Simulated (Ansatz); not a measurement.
## CuO₂: energy above lowest point and pressure against volume per atom

Results calculated with Ansatz 0.2.0 development build, not measured. Equation of state of a cubic crystal from periodic Kohn-Sham density functional theory without spin; pressure corrected for the finite basis.

Cell of the first row (space group Fm-3m, No. 225):
```
CuO2
1.0
      0.0000     2.3675     2.3675
      2.3675     0.0000     2.3675
      2.3675     2.3675     0.0000
Cu O
1 2
Direct
  0.00000 0.00000 0.00000
  0.25000 0.25000 0.25000
  0.75000 0.75000 0.75000
```

Settings of every row: formula CuO2; structure type fluorite; functional PBE; spin treatment none; k mesh 20x20x20; occupation method fermi-dirac; occupation width 0.061225619 eV; wave cutoff 700 eV; datasets hard PAW; density cutoff ratio 4.

Limits: a cubic model structure, not a phase known at ambient conditions; no spin polarisation, a magnetic state may lie lower; the SCF threshold is loose for a stress in some rows.

| row | volume per atom (Å³) | energy above lowest point (meV/atom) | pressure (GPa) |
| --- | --- | --- | --- |
| 1 | 8.846 | 20.51 | 12.348 |
| 2 | 9.035 | 8.76 | 7.749 |
| 3 | 9.223 | ? | ? |
| 4 | 9.411 | 0 | 0.005 |
| 5 | 9.599 | 1.94 | -3.243 |
| 6 | 9.787 | 7.48 | -6.134 |
| 7 | 9.976 | 16.23 | -8.705 |

Question: what energy above lowest point and pressure should row 3 give?

Worked fit of energy above lowest point. Take u = (V_r/V)^(2/3) − 1 with V_r = 9.505 Å³ an atom, which is twice the finite (Eulerian) strain; such expansions in the strain, on which the Birch-Murnaghan equation of state is built, carry the rest volume and the bulk modulus. The shown rows have u = 0.04907, 0.03439, 0.00665, -0.00654, -0.0193, -0.03173. Least squares give energy above lowest point = 0.505 − 147.42 × u + 11112.9 × u² + 4125 × u³ meV/atom; a parabola predicts inner rows, each left out in turn, worse (root mean square 0.085 against 0.04 meV/atom). The rows lie off it by -0.01, 0.01, -0.02, 0.00, 0.02, -0.01. Its lowest point lies at u = 0.0066, or V = 9.412 Å³ an atom, and the curvature there gives the bulk modulus at fixed shape and fractions, B = (4/9)(1 + u)² E″(u)/V = 172 GPa. The withheld row has u = 0.02028, so the fit gives 0.505 − 147.42 × (0.02028) + 11112.9 × (0.02028)² + 4125 × (0.02028)³ = 2.12 meV/atom.

The calculation gave 2.11 meV/atom. The fit lies 0.01 meV/atom (0.049 % of the column's range) above it, one unit of the last digit.

Worked fit of pressure. Take u = (V_r/V)^(2/3) − 1 with V_r = 9.505 Å³ an atom, which is twice the finite (Eulerian) strain; such expansions in the strain, on which the Birch-Murnaghan equation of state is built, carry the rest volume and the bulk modulus. The shown rows have u = 0.04907, 0.03439, 0.00665, -0.00654, -0.0193, -0.03173. Least squares give pressure = −1.6669 + 246.467 × u + 785.11 × u² + 258.8 × u³ GPa; a parabola predicts inner rows, each left out in turn, worse (root mean square 0.0061 against 0.0034 GPa). The rows lie off it by 0.000, 0.001, -0.002, 0.002, -0.001, 0.000. The pressure vanishes at u = 0.0066, or V = 9.411 Å³ an atom, and there the bulk modulus at fixed shape and fractions is B = −V dP/dV = (2/3)(1 + u) dP/du = 172 GPa. The withheld row has u = 0.02028, so the fit gives −1.6669 + 246.467 × (0.02028) + 785.11 × (0.02028)² + 258.8 × (0.02028)³ = 3.657 GPa.

The calculation gave 3.653 GPa. The fit lies 0.004 GPa (0.019 % of the column's range) above it; its largest miss of a shown row is 0.002 GPa.
